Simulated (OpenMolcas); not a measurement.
**How methods differ on C2H7NSi (SMILES NC1C[SiH2]1)**

C2H7NSi has 11 atoms, charge 0, and is taken as a singlet. SMILES: `NC1C[SiH2]1`. The shape is that of a PBE0-D4/def2-TZVP optimisation. This is one conformer, not always the lowest.

```xyz
11

N    -1.3372    0.8261   -0.3142
C     0.0481    0.5874   -0.0151
C     0.2961   -0.5197    1.0252
Si    0.8450   -0.9559   -0.6851
H    -1.4504    1.2883   -1.2060
H    -1.7740    1.4015    0.3975
H     0.7014    1.4542    0.1186
H     1.0251   -0.3117    1.8013
H    -0.6079   -0.9970    1.3906
H     2.2887   -0.9399   -1.0055
H     0.0303   -1.8901   -1.4868
```

Quantity: the dipole moment, in D. The values are calculated.

| level | kind | program | value (D) | CPU time |
| --- | --- | --- | --- | --- |
| HF/def2-SVP | Hartree–Fock | OpenMolcas | 1.17 | 7.7 s |
| PBE/def2-SVP | GGA | OpenMolcas | 1.36 | 38 s |
| revPBE/def2-SVP | GGA | OpenMolcas | 1.33 | 40 s |
| M06-L/def2-SVP | meta-GGA | OpenMolcas | 1.29 | 49 s |
| TPSS/def2-SVP | meta-GGA | OpenMolcas | 1.31 | 51 s |
| r2SCAN/def2-SVP | meta-GGA | OpenMolcas | 1.33 | 48 s |
| BHLYP/def2-SVP | global hybrid | OpenMolcas | 1.20 | 34 s |
| PBE0/def2-SVP | global hybrid | OpenMolcas | 1.29 | 35 s |

The values span 1.17 to 1.36 D. Times are those of the runs behind each value, whatever else they computed, on shared processors of several kinds: orders of magnitude only.

The dipole moment falls as exact exchange is added, from 1.36 D with PBE through 1.29 D with PBE0 and 1.20 D with BHLYP to 1.17 D with Hartree–Fock. The semilocal functionals lie higher, though M06-L matches PBE0, so the two classes aren't cleanly separated.

The moment is a vector sum. The amine contributes through its nitrogen lone pair and polar N–H bonds, while electropositive silicon polarises the ring Si–C bonds towards carbon and the Si–H bonds towards hydrogen. These contributions partly cancel, so a more polar description of individual bonds needn't give a larger total. Hartree–Fock often exaggerates bond polarity, yet it gives the smallest moment here, probably because it strengthens opposing contributions along with the dominant one.

The molecule is clearly polar at every level, but the spread doesn't identify the most accurate functional. Nor does it bound the error in the absolute moment, since all the levels share a small basis without diffuse functions, which can describe the outer lone-pair density poorly.
